Dicyanogermane, H₂Ge(CN)₂, carries two equivalent cyano groups on one germanium atom. Take one electron away without letting the nuclei move, and the energy needed is the vertical ionisation energy. It can be compared with the strongest part of the first band in a photoelectron spectrum, and it tests how a functional treats a missing electron. Six functionals have been applied to the same molecule in the same basis. What value will a seventh, the double hybrid PBE-QIDH, give?

Vertical ionisation energies of dicyanogermane, H₂Ge(CN)₂, computed with Ansatz 0.2.0 at the levels listed. Each is the energy of the cation (charge +1, doublet) minus that of the neutral singlet, both at the same r2SCAN-D4/def2-SVP geometry. The GFN1-xTB charges used in the text were computed with tblite 0.8.0.

| result level | result ionisation energy (eV) |
| --- | --- |
| SPW92/def2-TZVP | 11.916 |
| PBE-D4/def2-TZVP | 11.732 |
| r2SCAN-D4/def2-TZVP | 11.900 |
| B97M-V/def2-TZVP | 11.860 |
| CAM-B3LYP-D4/def2-TZVP | 12.572 |
| wB97M-V/def2-TZVP | 12.644 |
| PBE-QIDH/def2-TZVP | ? |

The six known results fall into two groups. The first four functionals contain no exact exchange and are called semilocal here; their values average 11.85 eV. CAM-B3LYP and wB97M-V mix in exact exchange, more of it at long distance than at short, and average 12.61 eV. The smallest gap between the groups is 0.66 eV, while the semilocal values spread over only 0.18 eV.

Standard theory offers a cause, and the simplest place to see it is the stretched hydrogen molecular ion, H₂⁺. Its one electron can sit on one proton or be shared equally between two distant ones, and the true energy is the same in both cases. In a density functional calculation the electron's charge repels itself, and the exchange term must cancel this repulsion. The repulsion grows as the square of the charge, so two half-charges carry only $2\times(1/2)^2=0.50$ of the repulsion of a whole one.

The exchange energy of the local density approximation grows more slowly, as the power 4/3 of the charge. For two halves it keeps $2\times(1/2)^{4/3}\approx0.79$ of its full size, although only 0.50 is there to be cancelled. The shared electron therefore comes out too stable. Gradient corrections change the details but leave the direction of the error, whereas exact exchange cancels the self-repulsion whatever the shape of the charge.

In ionised dicyanogermane the shared object would be the missing electron, or hole. If it spreads over both cyano groups, a semilocal functional makes the cation too stable and the ionisation energy too low. Exact exchange then raises the value, which is the direction seen in the table. The energies alone do not show where the hole sits. A tight-binding calculation of the same molecule (GFN1-xTB) takes about a quarter of the lost electron from each cyano group and the rest from germanium and the hydrogens. This supports an even sharing between the two groups, though such a method may itself favour spread-out charge. The analogy covers the direction of the effect and not its size, because H₂⁺ has no other electrons that could respond.

To turn this into a forecast, suppose that the ionisation energy rises in proportion to the share $x$ of exact exchange that the hole feels. In a range-separated hybrid this share depends on the distance $r$ between two points of the charge:

$$x(r)=a+b\,\mathrm{erf}(\mu r).$$

Here $a$ is the share at zero distance, $b$ is what is added at long range, and $\mu$ sets how soon it is added. A single typical distance must stand for the whole hole. I take the C–N bond length, 2.2 bohr, which suits a hole in the π orbitals of the cyano groups, although the charges above place only about half of it there.

For CAM-B3LYP the parameters are roughly $a=0.19$, $b=0.46$ and $\mu=0.33$ per bohr, so that

$$x\approx0.19+0.46\times0.70\approx0.51.$$

The same step gives about 0.70 for wB97M-V, and the semilocal functionals have $x=0$. PBE-QIDH has a share of about 0.69 at every distance. At the chosen length it therefore looks almost like wB97M-V.

A straight line through the six known rows starts at 11.86 eV and climbs by 1.214 eV for a full unit of $x$. PBE-QIDH took no part in this fit, and its estimate is

$$E\approx11.86+1.214\times0.69\approx12.70\ \text{eV}.$$

The line rests on two groups rather than on six independent steps, so its slope is less secure than the number of rows suggests. It also makes the two hybrids differ by 0.23 eV, where the calculations differ by 0.07 eV.

That small difference allows another reading, in which the effect of exact exchange has already levelled off. PBE-QIDH would then land near the mean of the two hybrids, 12.61 eV. If the hole sits instead on the germanium–carbon bonds, the longer bond length should be used for $r$, and a line refitted with it gives about 12.5 eV. The three estimates lie close together, but they share one gap: none describes the second-order perturbation term that makes PBE-QIDH a double hybrid.

The forecast is therefore 12.70 eV, with a range from 12.45 to 12.95 eV. The value should lie clearly above every semilocal result and close to the two hybrids; whether above or below wB97M-V is left open. The range is a judgement that allows for the choice of $r$, the scatter between functionals and the perturbation term. PBE, the parent functional, lies below the semilocal average, which would pull the value down, while the perturbation term may push it up. Neither effect is known well enough to shift the estimate.

The withheld rows as computed:

| result level | result ionisation energy (eV) |
| --- | --- |
| PBE-QIDH/def2-TZVP | 13.069 |

The calculation gives 13.07 eV. The first part of the forecast holds, for this is well above every semilocal value. The second part fails: PBE-QIDH lies 0.43 eV above wB97M-V, not close to it. The central estimate is 0.37 eV too low, and the result falls outside the stated range. The other two estimates miss by more, so neither a levelled-off effect nor a longer $r$ would have helped.

The miss has a direction that can be used. Relative to its parent PBE, the double hybrid raises the ionisation energy by 1.34 eV, whereas the line allows only $1.214\times0.69\approx0.84$ eV for its exact exchange. Something in PBE-QIDH acts more strongly than the comparison with range-separated hybrids suggested. There are two places to look within the functional, and the table cannot choose between them. Nor can it exclude that the functionals reached different states of the cation, or that the hole localised in some of them. Different states are a real possibility, because in the SPW92 calculation the six highest occupied orbitals of the neutral molecule lie within 0.54 eV of one another.

The first is exact exchange at short distance. At the C–N bond length PBE-QIDH and wB97M-V have nearly equal shares, but at smaller distances they part company. The share in wB97M-V falls towards 0.15, while that in PBE-QIDH stays at 0.69. If much of the error in the hole's energy arises within a single atom or a single lobe of an orbital, the chosen $r$ was too long. A shorter one would raise the forecast, but picking it now to match the answer would only be an adjustment after the fact.

The second is the perturbation term. It enters with a weight of about one third, and ionisation changes the correlation energy because the departing electron no longer avoids the others. Second-order theory can exaggerate this change. It can also make a cation too high in energy when the unrestricted calculation mixes in states of higher spin. Whether either happens here is a guess. This term also correlates outer-core electrons without basis functions suited to them, and its convergence with the size of the basis is untested.

Here the analogy with H₂⁺ reaches its limit. A single electron has no partner to avoid, so its correlation energy is zero, and the ion can teach only about self-repulsion. Dicyanogermane has many electrons, and a double hybrid changes the treatment of exchange and of correlation at once. A model built on exchange alone found the right side of the semilocal group but not the right distance from it. The printed output below gives the fits and their misses.

For practical use, the lesson is that when two molecules are compared, both ionisation energies should come from the same level of theory. PBE and PBE-QIDH differ by more than 1 eV for the same molecule at the same geometry, so a change of functional could be mistaken for a difference between molecules. The higher value is not thereby the better one, because the table contains no reference against which to judge it.

One further calculation would sharpen the explanation: a hybrid with the same 0.69 share of exact exchange at every distance, built on PBE but without the perturbation term. Provided that the cation is in the same state, a result near 13.1 eV would point to exchange at short range, and one near 12.6 eV, the PBE value plus the rise allowed by the line, to the changed treatment of correlation. What carries the excess is the question that these seven values leave open.

Output of the analysis:

```
mean of the four semilocal rows (eV): 11.85
spread of the four semilocal rows (eV): 0.184
mean of the two hybrids, the forecast of the step picture (eV): 12.61
difference of the two group means (eV): 0.756
smallest gap between the groups (eV): 0.656
wB97M-V less CAM-B3LYP, computed (eV): 0.072
PBE less semilocal mean (eV): -0.12
fit of ie on 6 rows: constant 11.86 +/- 0.046, coefficient of xcn 1.214 +/- 0.13; rms 0.0757, worst PBE-D4/def2-TZVP 0.126, leave-one-out rms 0.128
  rows outside the fit (model, value, miss): PBE-QIDH/def2-TZVP 12.7, 13.07, -0.373
fit of ie on 6 rows: constant 11.86 +/- 0.051, coefficient of xgc 0.9614 +/- 0.12; rms 0.0848, worst PBE-D4/def2-TZVP 0.13, leave-one-out rms 0.154
  rows outside the fit (model, value, miss): PBE-QIDH/def2-TZVP 12.53, 13.07, -0.544
wB97M-V less CAM-B3LYP, C-N length model (eV): 0.2334
exact-exchange fraction and model energies:
                     row  fraction at C-N length  fraction at Ge-C length  C-N model (eV)  Ge-C model (eV)
         SPW92/def2-TZVP                       0                        0           11.86            11.86
        PBE-D4/def2-TZVP                       0                        0           11.86            11.86
     r2SCAN-D4/def2-TZVP                       0                        0           11.86            11.86
        B97M-V/def2-TZVP                       0                        0           11.86            11.86
  CAM-B3LYP-D4/def2-TZVP                  0.5108                   0.6113           12.48            12.45
       wB97M-V/def2-TZVP                  0.7031                   0.9001           12.71            12.73
      PBE-QIDH/def2-TZVP                    0.69                     0.69            12.7            12.53
lower end of the forecast for PBE-QIDH (eV): 12.45
upper end of the forecast for PBE-QIDH (eV): 12.95
computed PBE-QIDH less step picture (eV): 0.461
computed PBE-QIDH less wB97M-V (eV): 0.425
computed PBE-QIDH less PBE (eV): 1.337
```
